**Wurtzite CdSe from its relatives**

Four band levels of wurtzite CdSe are to be estimated from five crystals of the same structure. Here v1 is the highest filled band and c1 the lowest empty one. Γ is the centre of the Brillouin zone; K and M are a corner and an edge midpoint of its central hexagon. Every energy counts from v1 at Γ, the valence top. The cells were relaxed with the r2SCAN functional; all levels were then computed with PBE.

Band levels of wurtzite-type crystals (space group P6_3mc), computed with Ansatz 0.2.0 using PBE, plane-wave PAW, a 420 eV cutoff, Fermi–Dirac smearing of 0.02 eV and no spin polarisation, on cells relaxed with r2SCAN. In each row, energies count from v1 at Gamma; v1 is the highest filled band and c1 the lowest empty one.

| formula | element on site A | Z A | element on site B | Z B | volume per atom (Å³) | shortest distance (Å) | k mesh | band c1 at Gamma, PBE (eV) | band c1 at K, PBE (eV) | band c1 at M, PBE (eV) | band v1 at K, PBE (eV) |
| --- | --- | --- | --- | --- | --- | --- | --- | --- | --- | --- | --- |
| AlN | Al | 13 | N | 7 | 10.40 | 1.888 | 12×12×6 | 4.232 | 5.062 | 5.812 | -2.380 |
| ZnO | Zn | 30 | O | 8 | 11.81 | 1.970 | 12×12×6 | 0.808 | 7.694 | 5.823 | -1.751 |
| ZnS | Zn | 30 | S | 16 | 19.58 | 2.333 | 12×12×4 | 2.213 | 4.250 | 3.658 | -2.097 |
| GaN | Ga | 31 | N | 7 | 11.37 | 1.945 | 12×12×6 | 1.934 | 5.175 | 5.081 | -2.732 |
| CdS | Cd | 48 | S | 16 | 25.41 | 2.545 | 12×12×4 | 1.173 | 4.711 | 3.678 | -1.581 |
| CdSe | Cd | 48 | Se | 34 | 28.87 | 2.655 | 12×12×4 | ? | ? | ? | ? |

**(a) Which known crystal is the best starting point?**

*Solution.* Bond length alone is not enough. At M it sorts the crystals roughly: c1 lies above 5 eV in the three with short bonds and below 4 eV in the two sulfides. At Γ, where c1 is the band gap in all five, there is no such order. ZnO has a short bond and yet the smallest gap.

The step from ZnO to ZnS changes the anion and keeps the cation, as the step from CdS to CdSe does. It raises the gap by 1.4 eV, but oxygen is a poor model for sulfur and selenium. Its 2p shell is unusually compact, and the filled Zn 3d shell pushes the oxygen-like valence top upward, which narrows the gap. PBE exaggerates this push because it places the d levels too high.

CdS is the better start. It has the same cation as CdSe, and sulfur and selenium are chemically close.

**(b) Predict c1 at Γ, K and M, and v1 at K.**

*Solution.* Two changes are made to the CdS levels. First, the bonds of CdSe are longer. Kinetic energies and the coupling between neighbouring orbitals fall roughly as 1/d², where d is the shortest distance, so the levels are multiplied by (2.545/2.655)² = 0.919. This is crude, since differences between atomic levels do not shrink with distance.

Second, the 4p level of selenium lies about 0.4 eV above the 3p level of sulfur, a rough recalled value for atoms in density functional theory. The valence top is built mainly from this anion p shell. If that top rises by the full 0.4 eV and the empty levels stay put, each of them comes closer to it by 0.4 eV. Both conditions are assumptions. For c1 at K the two steps give 0.919 × 4.711 − 0.4 = 3.93 eV.

At Γ a further 0.1 eV is taken off by judgement. The empty state there is an antibonding combination of s orbitals, which is especially sensitive to bond stretching. The level v1 at K is only scaled, because it belongs to the same anion p bands as the zero. The predictions are:

- c1 at Γ: 0.58 ± 0.25 eV
- c1 at K: 3.93 ± 0.40 eV
- c1 at M: 2.98 ± 0.35 eV
- v1 at K: −1.45 ± 0.20 eV

The order should be Γ below M below K, with all three empty levels lower than in CdS. Two weaker expectations are the smallest gap of the table and a v1 at K shallower than in CdS.

The error bars are judgement, not statistics. Tried on v1 at K, the scaling misses by 0.18 eV from ZnS to CdS and by 0.85 eV from ZnO to ZnS. For c1 at K it fails even in direction from ZnS to CdS: the bonds lengthen, yet the level rises from 4.250 to 4.711 eV. The change of metal may hide the effect of distance there, but it is a warning against trusting the scaling at K. For c1 at M there is an alternative, a straight line in 1/d² fitted to the five known crystals. It gives 3.22 eV, but its typical error for a crystal left out of the fit is 0.53 eV.

**(c) Compare with the computed levels. Which part of the reasoning held?**

The withheld rows as computed:

| formula | element on site A | Z A | element on site B | Z B | volume per atom (Å³) | shortest distance (Å) | k mesh | band c1 at Gamma, PBE (eV) | band c1 at K, PBE (eV) | band c1 at M, PBE (eV) | band v1 at K, PBE (eV) |
| --- | --- | --- | --- | --- | --- | --- | --- | --- | --- | --- | --- |
| CdSe | Cd | 48 | Se | 34 | 28.87 | 2.655 | 12×12×4 | 0.612 | 4.293 | 3.163 | -1.602 |

*Solution.* All four values fall within their ranges, c1 at K only just: it lies 0.36 eV above the prediction. The order of the levels, their lowering and the smallest gap came out as expected. The expectation for v1 at K failed, since it is slightly deeper than in CdS, not shallower. At M the fitted line came closer than the prediction from CdS.

The misses point to the scaling. From CdS to CdSe the empty levels drop by 0.56 eV at Γ, 0.52 eV at M and 0.42 eV at K, while v1 at K moves by only 0.02 eV. At these points the bands thus keep nearly their shape, and the distance from the valence top to the empty levels shrinks. A higher anion p level would do this, but levels counted from the valence top cannot tell a rise of that top from a fall of the empty levels. A general compression of the bands by longer bonds is not seen.

With hindsight, the p shift alone would have given 4.711 − 0.4 = 4.31 eV for c1 at K, close to the computed 4.29 eV. It does less well elsewhere: 3.28 eV at M, where 3.16 eV was computed, and 0.77 eV at Γ, which is 0.16 eV too high. The larger drop at Γ fits the sensitivity of the antibonding s state, though no number here tests that cause separately.

The computed gap of 0.61 eV is much too small, as is usual with PBE; the measured one is roughly 1.7 eV. Spin–orbit coupling, absent here, would lower the computed gap further. The output below lists the predictions and misses.

One question stays open. Replacing sulfur by selenium lengthens the bond and is expected to raise the p level at the same time, so this pair of crystals cannot separate the two effects. Computing CdS again with its bonds stretched to the length found in CdSe would show how much of the drop at each point is due to distance alone.

Printed output of the fit:

```
squared bond ratio, CdS over CdSe: 0.9189
model value of c1 at Gamma before the judged 0.1 eV, eV: 0.6778
forecast c1 at Gamma in CdSe, plus or minus 0.25 eV: 0.5778
forecast c1 at K in CdSe, plus or minus 0.40 eV: 3.929
forecast c1 at M in CdSe, plus or minus 0.35 eV: 2.98
forecast v1 at K in CdSe, plus or minus 0.20 eV: -1.453
control, scaled v1 at K from ZnS to CdS, prediction less value, eV: -0.1812
control, scaled v1 at K from ZnO to ZnS, prediction less value, eV: 0.8485
change of c1 at Gamma from ZnO to ZnS, eV: 1.405
fit of level_c1_M_PBE on 5 rows: constant 0.6159 +/- 0.89, coefficient of inv_d2 18.39 +/- 3.8; rms 0.329, worst ZnO -0.47, leave-one-out rms 0.53
  rows outside the fit (model, value, miss): CdSe 3.224, 3.163, 0.0612
computed c1 at Gamma in CdSe, eV: 0.612
computed c1 at K in CdSe, eV: 4.293
computed c1 at M in CdSe, eV: 3.163
computed v1 at K in CdSe, eV: -1.602
forecast less computed, c1 at Gamma, eV: -0.03418
forecast less computed, c1 at K, eV: -0.3643
forecast less computed, c1 at M, eV: -0.1835
forecast less computed, v1 at K, eV: 0.1493
CdS less CdSe, c1 at Gamma, eV: 0.561
CdS less CdSe, c1 at K, eV: 0.418
CdS less CdSe, c1 at M, eV: 0.515
CdS less CdSe, v1 at K, eV: 0.021
Distances between the empty levels in eV:
   row  K less Gamma  M less Gamma  K less M
   AlN          0.83          1.58     -0.75
   ZnO         6.886         5.015     1.871
   ZnS         2.037         1.445     0.592
   GaN         3.241         3.147     0.094
   CdS         3.538         2.505     1.033
  CdSe         3.681         2.551      1.13
```
